Question: Which of these deviations are real failures of a method?

I am looking at total energies of the hydroxide anion OH⁻ from a ladder of methods, each compared with the coupled-cluster level CCSDT(Q) in the same basis. Three things puzzle me. MP2, the simplest correlated method here, comes closer to the reference than CCSD, which costs far more. One of the Monte Carlo results lies about 0.1 eV below the reference, which looks like a plain failure. And the T1 diagnostic is above its customary alarm level, which is often read as a sign of strong correlation, so I wonder whether I should trust any of it. How do I tell from the numbers which method has failed, and why?

Total energies of OH⁻ (singlet, O–H 1.01 Å from PBE0/def2-TZVPD) with the in-house AFQMC program afq 1 and Ansatz 0.2.0, in the aug-cc-pVDZ basis with an RHF determinant and the O 1s core frozen. ph-AFQMC is phaseless, with the trial wave function named after the slash; in released AFQMC the constraint is let go.

```
         level  this level less the reference (CCSDT(Q), same basis) (meV)  statistical noise, one standard error (meV)
            HF                                                      6840.3                                         0.00
           MP2                                                       224.4                                         0.00
          CCSD                                                       259.3                                         0.00
       CCSD(T)                                                        34.8                                         0.00
         CCSDT                                                        26.3                                         0.00
   ph-AFQMC/HF                                                      -105.0                                        66.80
 ph-AFQMC/CISD                                                         1.5                                        14.70
released AFQMC                                                         4.5                                        28.70
```

Answer:

A positive entry means that the energy is too high, a negative one that it is too low, compared with CCSDT(Q) in the same basis and with the same frozen core. How far these energies lie from the true one is a separate question, which the table leaves open. An entry can be far from zero because the method leaves out some physics, or because a random walk was too short. It can also be smaller than the method deserves, because two errors partly offset each other. The table holds an example of each, and the rows for CCSD, MP2 and the Monte Carlo walk with the Hartree–Fock trial are the ones to follow.

Of these three rows, CCSD and MP2 both fail clearly, and CCSD is the easier one to explain. Hartree–Fock (HF) lets each electron feel only the average field of the others, and the energy gained when electrons avoid one another individually is the correlation energy. CCSD recovers 96% of it, which sounds excellent, but the remainder is 259 meV. That is 0.259 × 96.5 ≈ 25 kJ/mol, a large amount in a reaction energy. Part of it would cancel between reactants and products, but how much depends on the reaction.

The reason lies in what the letters stand for. S and D mean that electrons are lifted out of their HF orbitals singly and in pairs, which describes how two electrons keep apart. CCSD also contains products of such events, so two pairs can be excited at the same time, each independently of the other. It has no term for three electrons that adjust to one another in a single joint event, a connected triple excitation. In OH⁻ eight valence electrons crowd around one oxygen atom, so a third electron is often close enough to disturb the way in which two others avoid each other.

The next rows confirm this reading. Adding triples by perturbation theory, the (T) in CCSD(T), removes 87% of the CCSD error. Treating the triples fully, in CCSDT, lowers the energy by only another 8.5 meV. The correlation energy of the reference, which includes quadruples only by perturbation theory, can therefore be written as a sum of steps, in meV:

singles and doubles + triples + quadruples = total
6581 + 233 + 26 = 6840

Each step is much smaller than the one before, by a factor of about 28 and then of about 9. Perturbation theory makes this order plausible. Pairs enter the energy at second order in the electron repulsion left over by the average field, connected triples at fourth order and connected quadruples at fifth. When one HF configuration dominates and the empty orbitals lie well above the filled ones, each further order costs another division by a large energy gap.

This also answers your worry about strong correlation. The HF configuration has a weight of 0.92 in the correlated wave function, and no single pair excitation has an amplitude much above 0.05, which squared is a weight of well under one percent. What HF lacks is thus spread over very many small contributions, and no second configuration competes with it. The T1 diagnostic, which measures how much the orbitals want to change once correlation is included, is 0.025 and only slightly above the customary alarm level of 0.02. CCSD fails here because it stops the expansion too early, while the starting point is sound.

The same argument tells you what to watch in a neighbouring case. If the O–H bond is pulled towards breaking, the gap between its bonding and antibonding orbitals narrows, and the divisions by that gap no longer make the higher terms small. The triples then grow, and their perturbative estimate becomes unreliable. The bond in this calculation, 1.01 Å, is already a little longer than the usual length of roughly 0.96 Å, as I recall it, so the sizes of the steps belong to this geometry.

Now to MP2, which is 224 meV too high and so appears to beat CCSD. It has no triples either, and it treats the pairs more crudely. In second order each pair is excited as if the other pairs were absent, at a cost given by the orbital energies alone. CCSD lets the excited pairs influence one another: they compete for the same empty orbitals, and the cost of each excitation changes. Such couplings can move the energy either way, and in this ion their net effect is to raise it.

The table gives the size of the net effect, in which the single excitations of CCSD also have a share: MP2 lies 35 meV below CCSD. MP2 thus makes too much of the pairs, compared with their more complete treatment, and this covers a small part of what it lacks in triples. If the triples and quadruples steps were added to the MP2 energy, it would overshoot:

224 − 233 − 26 = −35 meV

The sign to look for is that a better treatment of the same kind of excitation moves the result away from the reference. When that happens, the cheaper method has gained from a cancellation, and its smaller error is no evidence of better physics. The offset need not have the same size, or even the same sign, in another molecule, so it can't be relied on to cancel in an energy difference.

The Monte Carlo result below the reference needs a different test, since the last three rows come from random walks. In auxiliary-field quantum Monte Carlo (AFQMC) a population of walkers, each a single determinant, is driven towards the ground state. The weights of the walkers would pick up phases that drown the result in noise, so the phaseless version (ph) uses a trial wave function to keep these phases in check. This constraint introduces a bias. The method gives no upper bound to the energy, so a result below the reference is allowed and is not by itself a sign of a faulty run.

The entry for the HF trial is −105 meV with a standard error of 67 meV, so it lies 1.6 standard errors from zero. If there were no bias whatever, chance would still produce a deviation at least this large in roughly one run out of nine. The number therefore does not establish that the method fails. It does not show that the method works either, because a bias of 100 meV would fit the same data. The program warns of this in both phaseless runs: the standard error leaves out the bias of the constraint. It also warns that the error stayed above the target set for it, at 67 meV against 28 here and at 15 meV against 9 with the CISD trial.

This verdict depends on an honest error bar, and here lies the trap. The run was averaged in 600 blocks, and if these are taken as independent, the standard error comes out as only 25.7 meV. The deviation would then be four standard errors and look like a proven bias. But walkers remember where they were, so neighbouring blocks resemble each other and carry less information than their number suggests. Merging them into longer and longer groups, until the groups no longer resemble their neighbours, reveals the true scatter.

The loss of information can be worked out by hand. The standard error of a mean falls with the square root of the number of independent values. The effective number of independent blocks is therefore

N = 600 × (25.7 / 66.8)² ≈ 90

so the 600 blocks tell no more than about 90 independent ones would. The estimate assumes that the merged groups really are independent. With 18 groups left at that stage, the standard error is itself uncertain by about one part in six, and merging once more gave 58 meV. Even with that smaller value the deviation stays below two standard errors, so the verdict holds.

Why is this walk so noisy? At each measurement the energy of a walker is evaluated through its overlap with the trial wave function. If the trial were the exact ground state, every walker would return the exact energy and there would be no scatter. The further the trial is from the exact state, the more the values differ from walker to walker. The HF trial lacks correlation altogether, whereas the CISD trial contains single and pair excitations, built here from the CCSD result.

The two phaseless rows fit this argument. The HF trial leaves 4.5 times as much noise, although its run made 1.6 times as many walker-steps. The runs also differed in population and block length, so the factor is not a pure measure of the trial. Their energies differ by 107 ± 68 meV, which is again 1.6 standard errors. The table thus shows a difference in precision, while a difference in bias, which theory would lead you to suspect, remains unresolved.

The row with the CISD trial also shows what the trial does and does not decide. The trial contains no triples, yet the walk ends 258 meV below CCSD, because the walkers move under the full Hamiltonian, while the trial serves to constrain them and to measure their energy. Its deviation of 1.5 meV should still not be read as an accuracy of 1.5 meV. With a standard error of 15 meV, a true deviation of 20 meV in either direction would be quite compatible with it.

The last row, in which the constraint was let go, allows a check on the CCSD verdict from a different kind of method. CCSD lies almost nine standard errors above this released walk, so its failure does not hinge on the coupled-cluster ladder alone. CCSDT lies less than one standard error above it, so the walk can't tell whether the quadruples step is right. The close agreement of the released walk with the reference, 4.5 meV, should not be counted as a success of its own. With a standard error of 29 meV, so small a difference is partly luck. The makers of the data also state, as a general rule for their collection, that they admitted such a reference only where the two agreed within 25 to 40 meV. The outputs of these runs don't record that rule, but if it was applied here, a large disagreement could not have appeared in the table.

For your own tables, the order of the questions matters. First divide the deviation by a standard error that allows for correlated blocks; if the result is below two, the deviation doesn't yet call for a physical cause, and only a more precise run can show whether there is one. To turn a true bias of 105 meV into a three-standard-error result, the noise would have to fall to 35 meV, which takes (67/35)² ≈ 4 times the sampling. If there is no noise, as with MP2 and the coupled-cluster rows, ask whether the next kind of excitation removes most of the error, as triples do for CCSD. And if a cheap method looks better than a more complete one, compare the two with each other before comparing either with the reference.
